**Why does a single image carry almost the whole barrier for HF loss?**

I'm looking at a reaction path for 1-chloro-1-fluoroethane, CH₃CHFCl, losing HF to give vinyl chloride. The images run from the relaxed starting molecule in row 1 to the relaxed products in row 7.

Nudged elastic band for HF loss from 1-chloro-1-fluoroethane (neutral singlet), computed with Ansatz 0.2.0 at the restricted Hartree–Fock/def2-SVP level. Five images, one of them climbing, link the relaxed ends, with a force component limit of 0.03 eV/Å. Energies are electronic, without zero-point terms; the band force is the largest component on each image.

```
row  energy over the start (eV)  path length (Å)  band force (eV/Å)
  1                       0.000            0.000                n/a
  2                       0.114            0.795              0.000
  3                       0.420            1.591              0.006
  4                       3.742            2.386              0.024
  5                       1.053            3.293              0.006
  6                       0.900            4.201              0.000
  7                       0.890            5.109                n/a
```

The energy creeps up for two images, leaps by more than 3 eV, and drops almost as abruptly. Is row 4 a bad image, or is the reaction really like this? I also learned that an uphill reaction has a late transition state, yet the top comes slightly before the middle of the path. Which bonds are actually broken and made at that point?

**Answer**

Row 4 is a genuine saddle point at this level of theory. Its band force, the largest force component left on the image, is 0.024 eV/Å and meets the convergence limit. A vibrational calculation at that geometry also finds the single unstable motion that a transition state should have. The leap is the price of exchanging bonds, and the exchange occupies only a short stretch of the path.

Two limiting cases show what kind of price this is. Suppose first that every bit of bonding lost were repaid at once by new bonding. The energy would then climb smoothly to that of the products, 0.89 eV over the start, with no hump. Suppose instead that the C–F and C–H bonds were both broken completely before anything new formed. That would cost roughly 9 eV, judging by typical bond strengths as I recall them.

The computed top, at 3.74 eV, lies between these limits. The old bonds still hold in part and the new ones already help, but repayment lags behind loss. The lag is measured by the height of the top over the products, 2.85 eV, which is also the barrier for the backward reaction. Most of the forward barrier is therefore not due to the reaction being uphill: a large barrier remains even in the downhill direction.

The uphill part has an ordinary chemical cause. The molecule gives up two single bonds, C–F and C–H. In return it gets one very strong H–F bond and the second half of a C=C double bond. That second half, the π bond, is so much weaker than the single bonds given up that even the strong H–F bond does not make good the loss.

**The gentle approach**

In the starting molecule the C–F bond and the C–H bond that will break are staggered, with a twist of 58° between them about the C–C axis. At the top the twist is only about 3°, so fluorine and hydrogen face each other on the same side of the molecule. Turning about a C–C single bond is cheap, roughly 0.1 to 0.2 eV as I recall for simple ethanes. My guess is that row 2, at 0.11 eV, is mostly this rotation. Row 3, at 0.42 eV, is already too high for rotation alone, so some bond strain has probably set in.

**What the top looks like**

At the top, the two carbons, the fluorine and the moving hydrogen form a four-membered ring. The C–F bond is 47% longer than in the starting molecule, while the C–H bond is only 18% longer. The new H–F bond is still 44% longer than in the finished HF molecule. Fluorine has thus largely let go of its carbon before it has a good hold on the hydrogen, and this is the lag in repayment seen in the structure.

The ring has a second handicap, which theory explains most simply for the backward reaction. Let HF approach a double bond from one side. The filled π orbital has the same sign at both carbons, whereas the empty antibonding orbital of HF has opposite signs at its two ends. In a perfectly symmetric ring their overlaps would cancel, and the electron flow that should build the new bonds would be blocked.

Real HF is far from symmetric, so the cancellation is incomplete. The easier route is a polar one, in which fluorine leaves with more than its share of the bonding electrons and its carbon becomes electron-poor. The Mulliken charges at the top point the same way: −0.60 e on fluorine, +0.30 e on its carbon and +0.34 e on the moving hydrogen. They are a rough measure, though. Löwdin charges, which share out the same electrons differently, also make fluorine negative, at −0.36 e, but leave the carbon and the hydrogen nearly neutral. The C–Cl bond, a bystander in the reaction, responds in a way that fits an electron-poor carbon. It measures 1.79 Å at the start, 1.69 Å at the top and 1.73 Å at the end.

Some shortening is expected because the carbon flattens on its way to a double bond. Flattening alone, however, would not make the bond shorter at the top than in the finished vinyl chloride. The natural reading is that chlorine lends lone-pair electrons to the carbon when it needs them most. Once the C=C bond is complete, the need is smaller and the C–Cl bond relaxes.

**The abrupt fall and the flat tail**

After the top, the new bonds strengthen quickly and the energy falls by 2.7 eV in one step. Row 5 lies only 0.16 eV above the end, so it probably consists of two nearly finished molecules. What follows would then be mainly HF settling into place beside vinyl chloride. Atoms still move a long way, but the energy hardly responds, as expected when no strong bond is changing.

The final state is not a pair of separated molecules. HF stays beside the double bond, with its hydrogen about 2.8 Å from either carbon. It lies side-on and does not point its hydrogen straight at the bond, so this is a loose contact and not a well-formed hydrogen bond. Pulling the two apart should still cost a little further energy, which was not computed. Both the reaction energy and the backward barrier in this calculation refer to the complex.

**Is such a narrow peak believable?**

The vibrational calculation offers a check, because it gives the curvature of the peak from the top alone, without its neighbours on the path. Near a saddle point the energy falls like an inverted parabola,

$$E(s) \approx E_\text{top} - \tfrac12 k s^2, \qquad k = \mu\,(2\pi c\tilde\nu)^2 .$$

Here $s$ is the distance moved from the top, $k$ the curvature, $\mu$ the mass that moves, $c$ the speed of light and $\tilde\nu$ the wavenumber of the unstable motion.

That wavenumber is 2029 cm⁻¹ in size, so high that a hydrogen atom must do most of the moving. I therefore take $\mu$ as the mass of one hydrogen, about $1.7\times10^{-27}$ kg. The angular frequency $2\pi c\tilde\nu$ is about $3.8\times10^{14}$ s⁻¹, which gives $k \approx 15$ eV/Å². The distance over which the parabola loses the 3.3 eV of the big step is then

$$s = \sqrt{\frac{2\times 3.3\ \text{eV}}{15\ \text{eV/Å}^2}} \approx 0.7\ \text{Å}.$$

The actual step from row 3 to row 4 is 0.8 Å long. A peak that rises by more than 3 eV within one image spacing is therefore in keeping with the curvature at the top.

The parabola is good only for this question of scale. Over the full 0.8 Å it would drop by 4.8 eV, about 45% more than the computed step. On the product side it overstates the drop by more than a factor of two. The real curve has to level off as each side approaches intact molecules, and an inverted parabola never does. With no image on either flank, the path also leaves open exactly where the steep climb begins.

**Early or late?**

The answer depends on the ruler, and most of the obvious rulers are poor. Take each distance and ask how much of its total change has happened by the top. The C–H distance gives 11%, the C–F distance 33% and the H–F distance 77%. The same structure looks very early or rather late according to the pair of atoms chosen.

A limiting case shows what goes wrong. Imagine continuing the path until HF is a metre away. The transition state would be unchanged, yet the completed fractions of the C–H and C–F changes would shrink to almost nothing. The position along the path length, 47% here, suffers in the same way. The H–F distance errs in the other direction, because much of its shortening only brings the two atoms within reach of each other, before a strong bond has formed.

The C–C bond is a better ruler, since it stays within one molecule and its length follows the growth of the double bond. It shrinks from 1.51 Å through 1.41 Å at the top to 1.32 Å. A little over half of the change, 54%, is then complete. By this measure the top is central, with at most a slight lean towards the products.

That agrees with the rule you learned, once its limits are kept in mind. The rule, known as Hammond's postulate, is most reliable when the top lies close in energy to one end, because the two structures are then usually similar. Here the top is several electronvolts above the start and nearly 3 eV above the products. It resembles neither, and the uphill reaction energy can shift it only a little.

**Using the barrier**

The shape of the profile is more trustworthy than its height. Hartree–Fock theory leaves out electron correlation, which usually stabilises half-formed bonds more than complete ones, so 3.74 eV is probably too high. The orbitals were also kept strictly paired while bonds were breaking, which can only raise the energy if a better unpaired solution exists; that was not tested. Zero-point vibration would normally lower the barrier further, because a stiff C–H stretch turns into the motion across the top.

For a rate estimate such errors matter greatly. At 800 K the thermal energy $k_\text{B}T$ is about 0.07 eV, so an error of 0.5 eV in the barrier changes the rate by a factor of about $e^{0.5/0.07}$, or roughly a thousand. Use this path to see how HF leaves, and take the barrier for a reactor model from a correlated calculation or a measurement. Such a model also needs the loss of HCl from the same molecule, which is usually the easier reaction and was not computed here.
